**How hard does PbTe push back?**

Lead telluride with the rocksalt structure is squeezed step by step, with every Pb–Te distance shortened equally. In the first row that distance is 3.137 Å, shorter than in any other row. What pressure does the crystal then exert?

Rocksalt PbTe at a series of fixed volumes, computed with Ansatz 0.2.0 using the r2SCAN density functional with spin–orbit coupling. The runs use PAW potentials, a plane-wave cutoff of 500 eV, an 8×8×8 k mesh and Fermi–Dirac smearing of 0.02 eV. Pressure is positive in compression.

```
volume (Å³/atom)  shortest distance (Å)  pressure (GPa)
          30.874                  3.137               ?
          31.849                  3.170           4.250
          32.844                  3.202           2.570
          33.860                  3.235           1.110
          34.896                  3.268          -0.180
          35.954                  3.301          -1.300
          37.032                  3.333          -2.270
          38.132                  3.366          -3.100
          39.254                  3.399          -3.810
```

**From 31.849 to 33.860 Å³/atom: the crystal pushes outward**

The volume is counted per atom, and the shortest distance is that from Pb to its six Te neighbours. A positive pressure means that the crystal would expand if nothing pressed on it from outside. It falls from 4.25 to 1.11 GPa over these three rows. Pushing the atoms together makes their filled shells overlap, and the resulting repulsion grows much faster than the attraction that binds the solid.

**At 34.896 Å³/atom: close to balance**

Here repulsion and attraction almost cancel, and the pressure is −0.18 GPa. The crystal is slightly stretched; a smooth curve through the rows puts exact balance at 34.74 Å³/atom. Its bulk modulus at 34.896 is about 40 GPa, so reducing the volume by one percent costs roughly 0.4 GPa. These values belong to atoms at rest, without thermal motion.

**From 35.954 to 39.254 Å³/atom: under tension**

The pressure becomes more negative, but by less at each step. Between the last two rows it changes by 3.81 − 3.10 = 0.71 GPa. Between 32.844 and 31.849, a nearly equal change of distance costs 4.25 − 2.57 = 1.68 GPa. The crystal stiffens as it is squeezed because the short-range repulsion steepens, so the step to the first row should cost more than 1.68 GPa.

**Back up to 32.844 Å³/atom: the gap closes**

Simple stiffening would be the whole story if the electrons kept to the same states. The band gap of the same runs shows that they probably do not. The gap lies at L, a point on the boundary of the Brillouin zone, and shrinks from 0.36 eV at 39.254 to 0.007 eV at 32.844. At 31.849 it is open again, at 0.10 eV.

Such a closing and reopening is the mark of two bands that change places. In PbTe the upper edge of the filled band is a Te p state pushed up by the Pb s electrons, and a shorter bond pushes it up further. It finally passes the lowest empty state, which is mainly Pb p. The calculated gaps support this reading: if the two at 32.844 and 31.849 are counted as negative, all eight lie on one smooth curve. The assignment to orbitals is known chemistry, not a result of these runs, and an error of the functional in the gap would shift the pressure of the crossing.

The exchange matters for the pressure because the calculation samples the electrons on a mesh of 512 points, four of which are L points. When the bands cross, two electrons at each L point move into the other state. Compared with the old state, the new one becomes lower in energy as the cell shrinks. Squeezing therefore costs less than it otherwise would. The pressure still rises, but it drops below the smooth curve that it would have followed.

At 32.844 the exchange is about half complete, since the gap is smaller than the smearing of 0.02 eV. The entropy that comes with this smearing confirms the half-filled states: L alone should contribute 0.43 meV per cell, and the run gives the same value for the whole mesh.

**Forecast for 30.874 Å³/atom**

The model has two parts. The first is a third-order Birch–Murnaghan curve, in which the energy is a cubic polynomial in (volume)^(−2/3). Its three constants were fitted to the eight known pressures after removal of the second part, the drop caused by L:

drop = 2 electrons × weight of L × share exchanged × change of gap per change of cell volume

The gap is taken from a parabola in the logarithm of the volume, fitted to the eight known gaps. The drop itself has no constant adjusted to the pressures.

In the first row the exchange is almost complete, so the share is close to 1. The weight of L is 4/512, or 0.0078. The parabola gives a gap that changes by about 3.5 eV per unit of ln V. Dividing by the cell volume, 2 × 30.874 = 61.7 Å³, gives 0.056 eV/Å³. The drop is then 2 × 0.0078 × 0.056 ≈ 0.0009 eV/Å³, or about 0.14 GPa.

The smooth curve alone reaches 6.37 GPa at this volume. Subtracting the drop gives the forecast:

- The pressure is 6.23 ± 0.05 GPa. The range is a judgement of how far the form of the curve and the extrapolated gap can be trusted.
- It lies 0.10 to 0.18 GPa below the smooth part of the model. This follows from the same reasoning and is no independent test.
- The rise from 31.849 is larger than the 1.68 GPa of the step before it.

The withheld rows as computed:

```
volume (Å³/atom)  shortest distance (Å)  pressure (GPa)
          30.874                  3.137           6.210
```

**What the first row decides**

The computed pressure is 6.21 GPa, so the forecast is less than 0.02 GPa too high and well inside its range. The value lies a little over 0.15 GPa below the smooth part, again within the stated limits. The last step costs 6.21 − 4.25 = 1.96 GPa, more than the one before. All three forecasts hold. The gap supports the reasoning too: at L in this row, its computed size agrees with the parabola to within one percent. It has gone on widening, as expected once the bands have changed places.

The hit does not single out the explanation. An ordinary third-order curve through the eight known pressures, with no thought of L, gives 6.18 GPa and would also have passed. It comes close because the most compressed of the known rows already contains most of the drop, and the curve can bend to follow it. Giving it a fourth constant improves its fit to the known rows but worsens its forecast, to 6.13 GPa.

The known rows separate the explanations better. With the same number of constants fitted to the pressures, including the drop at L reduces the typical misfit from 0.008 to 0.002 GPa, below even the 0.0035 GPa of the curve with four constants. This is shown for the Birch–Murnaghan form only, and the gain is expected to depend on the form chosen. The drop also changes what the fit reports: its coefficients give a pressure derivative of the bulk modulus of about 4.31 without the L term and 4.55 for the smooth part. The output below shows these fits; they use the pressures with more digits than the table prints, because the effect is small.

Theory suggests that the suddenness of the drop belongs to the mesh. On a denser mesh L carries less weight, and at points beside it the two bands mix and avoid each other, so their electrons change character gradually. Part of the drop is then expected to remain, spread over a wider range of volumes. The coarse mesh should err on both sides, too high before the crossing and too low after it, so the smooth part is not the converged pressure. That part of the explanation is untested here; repeating the compressed rows on a denser mesh would settle it. The formula shows when to suspect the same effect elsewhere: a gap closes at a heavily weighted mesh point and changes quickly with volume.

The curve describes the rocksalt structure alone. Real PbTe is known to change to another structure at several GPa, possibly near the pressure of the first row. These runs cannot show it, so the compressed end of the curve should not be read as the stable crystal without computing the competing structure too.

The analysis program printed:

```
fit of gap on 8 rows: constant 0.1514 +/- 7e-05, coefficient of t 2.331 +/- 0.00074, coefficient of t**2 -4.711 +/- 0.011; rms 0.000104, worst 32.844 -0.000187, leave-one-out rms 0.00025
fit of pf on 8 rows: coefficient of y5 -0.1815 +/- 0.0057, coefficient of y5*q 60.2 +/- 0.085, coefficient of y5*q**2 14.05 +/- 2.1; rms 0.00837, worst 33.86 -0.0149, leave-one-out rms 0.0171
  rows outside the fit (model, value, miss): 30.874 6.182, 6.21, -0.0277
fit of pf on 8 rows: coefficient of y5 -0.1802 +/- 0.0027, coefficient of y5*q 60.62 +/- 0.1, coefficient of y5*q**2 12.61 +/- 1.1, coefficient of y5*q**3 -117.1 +/- 27; rms 0.00351, worst 32.844 0.00697, leave-one-out rms 0.0121
  rows outside the fit (model, value, miss): 30.874 6.126, 6.21, -0.0839
fit of rest on 8 rows: coefficient of y5 -0.1777 +/- 0.0012, coefficient of y5*q 60.96 +/- 0.017, coefficient of y5*q**2 25.22 +/- 0.44; rms 0.00171, worst 39.254 -0.00227, leave-one-out rms 0.00409
  rows outside the fit (model, value, miss): 30.874 6.366, 6.35, 0.0154
Volume at zero pressure, smooth part (Å³/atom): 34.74
Bulk modulus at 34.896 Å³/atom, smooth part (GPa): 40.35
Smearing entropy term expected from L alone at 32.844 (meV): 0.4307
Signed L gap extrapolated to 30.874 (eV): -0.2048
L term of the pressure at 31.849 (GPa): -0.1162
L term of the pressure at 30.874 (GPa): -0.1405
Forecast pressure at 30.874, give or take 0.05 (GPa): 6.225
Computed pressure at 30.874 (GPa): 6.21
Forecast less computed pressure at 30.874 (GPa): 0.01539
Computed pressure less smooth part at 30.874 (GPa): -0.1559
Pressure rise from 31.849 to 30.874 (GPa): 1.96
Pressure rise from 32.844 to 31.849 (GPa): 1.68
```
